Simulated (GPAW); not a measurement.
# Single-oscillator dispersion of the refractive index of diamond below its gap, in RPA on PBE and LDA

A common rule of thumb holds that a transparent solid, well below its absorption edge, responds to light like a single oscillator, so that 1/(n² − 1) falls on a straight line in the square of the photon energy. If the rule holds for diamond, an index known at a few laser lines gives the index at others between them, which is what the design of windows, lenses and Raman optics requires. The test uses the RPA refractive index, relative to vacuum, at common laser wavelengths from 1550 to 365 nm, on PBE and on LDA bands in the same fixed cell. The standard of comparison is the straight line itself; no measured index is tabled.

## Computational details

The measured cell of a diffraction database, fixed. GPAW 26.7.0, plane waves with PAW (cutoff 450 eV), PBE and LDA, no spin polarisation, no spin-orbit coupling, clamped ions. RPA dielectric function with local fields on a k mesh of 24×24×24, Lorentzian broadening 0.1 eV; the rows are a selection of common laser wavelengths, read off the computed spectrum below 72 % of the smallest direct gap; n is the real part of √ε.

Notes on method and selection:

- Excitons and lattice vibrations are left out; a gap that is too small makes n too large and too dispersive.
- Runs that did not converge, have known faults or may not be shown are not listed, and runs on Ansatz's PAW sets soft_1 and soft_2 are kept to separate tables.

Columns:

- E² (eV²): square of the photon energy.
- E (eV): photon energy.
- n: refractive index.

## The series

| member | E² (eV²) | E (eV) | 1/(n² − 1), PBE | 1/(n² − 1), LDA | n, PBE | n, LDA |
| --- | --- | --- | --- | --- | --- | --- |
| 1550 nm | 0.64 | 0.80 | 0.2078 | 0.2064 | 2.411 | 2.418 |
| 1064 nm | 1.36 | 1.17 | 0.2065 | 0.2050 | 2.417 | 2.424 |
| 633 nm | 3.84 | 1.96 | 0.2017 | 0.2002 | 2.441 | 2.448 |
| 532 nm | 5.43 | 2.33 | ? | ? | ? | ? |
| 405 nm | 9.37 | 3.06 | 0.1907 | 0.1892 | 2.499 | 2.507 |
| 365 nm | 11.54 | 3.40 | 0.1862 | 0.1846 | 2.524 | 2.533 |

Cells marked ? are withheld until the estimate has been made.

Least-squares fits to the members shown, with x = E² (eV²); R² and errors in the fitted variable (y, or ln y where the fit is in ln y):

| y | level | members | fit | R² | rms residual | leave-one-out rms | the same for the mean of the others |
| --- | --- | --- | --- | --- | --- | --- | --- |
| 1/(n² − 1) | PBE | 5 | y = 0.20919 − 0.0019824 x | 1.00 | 1.0×10⁻⁴ | 1.8×10⁻⁴ | 0.011 |
| 1/(n² − 1) | LDA | 5 | y = 0.20775 − 0.0019938 x | 1.00 | 1.1×10⁻⁴ | 2.0×10⁻⁴ | 0.011 |
| n | PBE | 5 | y = 2.4029 + 0.010373 x | 1.00 | 0.0013 | 0.0023 | 0.057 |
| n | LDA | 5 | y = 2.4096 + 0.010546 x | 1.00 | 0.0016 | 0.0028 | 0.057 |

## Reading the trend

In both functionals 1/(n² − 1) falls at every step to higher photon energy, and a straight line describes it well. The leave-one-out error for LDA is 2.0×10⁻⁴, against 0.011 for the mean of the other members. A line in n itself does less well: its error is 0.0028 / 0.057 = 0.05 of that of the mean, against 0.00020 / 0.011 = 0.02 for the oscillator form.

The form follows from n² − 1 = E_d E₀ / (E₀² − E²), where E₀ is an effective transition energy and E_d a strength. Its inverse is linear in E², and intercept over slope gives E₀². For LDA this is 0.20775 / 0.0019938 = 104.2 eV², or E₀ = 10.2 eV. This energy is a parameter of the fit, a kind of effective average over the strong transitions from bonding to antibonding states, most of which lie well above the smallest direct gap, and it should not be read as a gap.

The law is nevertheless not exact. Between 1550 and 633 nm the LDA slope is (0.2002 − 0.2064) / (3.84 − 0.64) = −0.00194 per eV²; between 405 and 365 nm it is (0.1846 − 0.1892) / (11.54 − 9.37) = −0.00212 per eV². This steepening exceeds the printed rounding, and PBE shows it too. Theory gives it the same sign: when the absorption is spread over many energies, the lowest transitions gain weight as the photon energy approaches them, and 1/(n² − 1) bends downwards.

LDA gives the larger n in every row shown, by 0.007 to 0.009. The cell is the same, so bond length plays no part; slightly lower transition energies in LDA are a possible cause. Both functionals make the gap too small, which by itself makes n too large and too dispersive. The single-oscillator law is a good approximation for these lines up to 3.40 eV, and the selection does not test it closer to the edge.

## Blind estimate

Plain estimates from the members shown:

- 532 nm (LDA), fit at x = 5.43: 0.1969
- 532 nm (LDA), straight-line interpolation between 633 nm and 405 nm: w = (5.43 − 3.84) / (9.37 − 3.84) = 0.288, so 0.2002 + 0.288 × (0.1892 − 0.2002) = 0.1970

For 532 nm in LDA, interpolation between the neighbours at 633 and 405 nm is preferable to the global fit, because the steepening leaves the fit with systematic residuals. The chord gives 0.2002 − 0.001989 × 1.59 = 0.19704. Since the curve bends downwards, the true point should lie slightly above this chord.

The size of the shift follows from a parabola through the two neighbours and the next longer wavelength, 1064 nm. The slope is −0.001935 per eV² from 1064 to 633 nm and −0.001989 per eV² from 633 to 405 nm, so the curvature coefficient is (−0.001989 + 0.001935) / (9.37 − 1.36) = −6.7×10⁻⁶ per eV⁴. The shift is −6.7×10⁻⁶ × (5.43 − 3.84) × (5.43 − 9.37) = +0.00004, which gives 0.19704 + 0.00004 = 0.19708. Rounding of the tabled values could change the difference of the two slopes by about its own size, so the sign of the shift rests on the theory above and its size is only rough.

The same construction can be tried on the 633 nm row, with 1064 and 405 nm as neighbours and 1550 nm as the third point. It reproduces the tabled 0.2002 to within 0.0001. Taking 365 nm instead of 1064 nm as the third point for 532 nm raises the shift to roughly 0.0001, and the estimate still rounds to the same fourth decimal. With the rounding of the inputs and of the withheld value itself, one standard deviation is put at 0.0001.

**Committed estimate, 532 nm (LDA): 1/(n² − 1) = 0.1971 ± 0.0001.**

## Result

| member | level | E² (eV²) | E (eV) | 1/(n² − 1) | n |
| --- | --- | --- | --- | --- | --- |
| 532 nm | PBE | 5.43 | 2.33 | 0.1986 | 2.457 |
| 532 nm | LDA | 5.43 | 2.33 | 0.1971 | 2.465 |

| member | estimate | 1/(n² − 1) | computed | estimate − computed | miss in error bars |
| --- | --- | --- | --- | --- | --- |
| 532 nm (LDA) | committed | 0.1971 | 0.1971 | 0.0000 | 0.0 |
| 532 nm (LDA) | fit | 0.1969 | 0.1971 | −0.0002 |  |
| 532 nm (LDA) | interpolation | 0.1970 | 0.1971 | −0.0001 |  |

The estimate of 0.1971 agrees with the computed value to the last printed digit and so lies inside its error bar of 0.0001. The global fit was low by 0.0002 and the straight interpolation by 0.0001, though the latter miss is no larger than the printed rounding.

The argument from curvature held: the computed point lies above the fitted line, as expected for a curve that bends downwards. Its advantage over the chord was a shift of only 0.00004, too small for a single value printed to four decimals to confirm.

The result fits a response made up of transitions spread over a range of energies, which a single effective oscillator reproduces closely but not exactly. It does not identify which transitions cause the bend. All rows of a functional are read off one spectrum, so the agreement tests interpolation within that spectrum and not the accuracy of the index itself.

## Exceptions

Least-squares fits to the whole series, with x = E² (eV²); R² and errors in the fitted variable (y, or ln y where the fit is in ln y):

| y | level | members | fit | R² | rms residual | leave-one-out rms | the same for the mean of the others |
| --- | --- | --- | --- | --- | --- | --- | --- |
| 1/(n² − 1) | PBE | 6 | y = 0.20921 − 0.0019822 x | 1.00 | 1.1×10⁻⁴ | 1.9×10⁻⁴ | 0.0095 |
| 1/(n² − 1) | LDA | 6 | y = 0.20778 − 0.0019937 x | 1.00 | 1.2×10⁻⁴ | 2.1×10⁻⁴ | 0.0095 |
| n | PBE | 6 | y = 2.4025 + 0.010371 x | 1.00 | 0.0014 | 0.0024 | 0.050 |
| n | LDA | 6 | y = 2.4093 + 0.010545 x | 1.00 | 0.0016 | 0.0027 | 0.050 |

Largest departures from the fit to the whole series:

| member | level | 1/(n² − 1) | fit | computed − fit | in rms residuals |
| --- | --- | --- | --- | --- | --- |
| 365 nm | LDA | 0.1846 | 0.1848 | −0.0002 | 1.5 |
| 532 nm | PBE | 0.1986 | 0.1984 | +0.0002 | 1.4 |
| 1550 nm | PBE | 0.2078 | 0.2079 | −0.0001 | 1.3 |
| 532 nm | LDA | 0.1971 | 0.1970 | +0.0001 | 1.2 |

No wavelength stands out, since the largest departure is 1.5 rms residuals. The signs do form a pattern in both functionals: the computed values lie below the line at 1550 and 365 nm and above it at 633, 532 and 405 nm. This is what a straight line leaves when fitted to a curve that bends gently downwards, so the departures belong to the form of the law and not to individual rows.

## Rules of thumb and their limits

From 1550 to 365 nm the single-oscillator law holds to a leave-one-out error of 0.00021 in LDA. Near 532 nm this means an error in n of 0.00021 × (2.465² − 1)² / (2 × 2.465) = 0.001. This is the error of the line against the computed spectrum; the error of the spectrum itself is a separate matter, on which the fit is silent.

That second error depends on two settings that I did not name in the computational details: the number of empty bands and the energy cutoff for the local fields. Too few bands make n too small, too few local-field components make it too large, and either error can leave the line almost as straight as before. LDA runs with a lower and a higher local-field cutoff were left out of the tables, which therefore do not show how well n is converged. The third decimal of n serves to compare rows computed with the same settings, and should not be taken as the converged RPA index of diamond.

The LDA index at 532 nm gives a reflectance at normal incidence in air of (2.465 − 1)² / (2.465 + 1)² = 0.179, or about 18 % per uncoated surface. This describes the computed index; for a real diamond surface it carries over every error in n.

Two shortcomings of the model act on n in opposite directions. Correcting the too small gap would lower n, and including the electron–hole attraction would raise it. The two partly cancel, and a convergence error of unknown size and sign comes on top. A close match of these indices with experiment would therefore not show that the gap or the attraction is described correctly, nor that the bands and local fields included are enough.
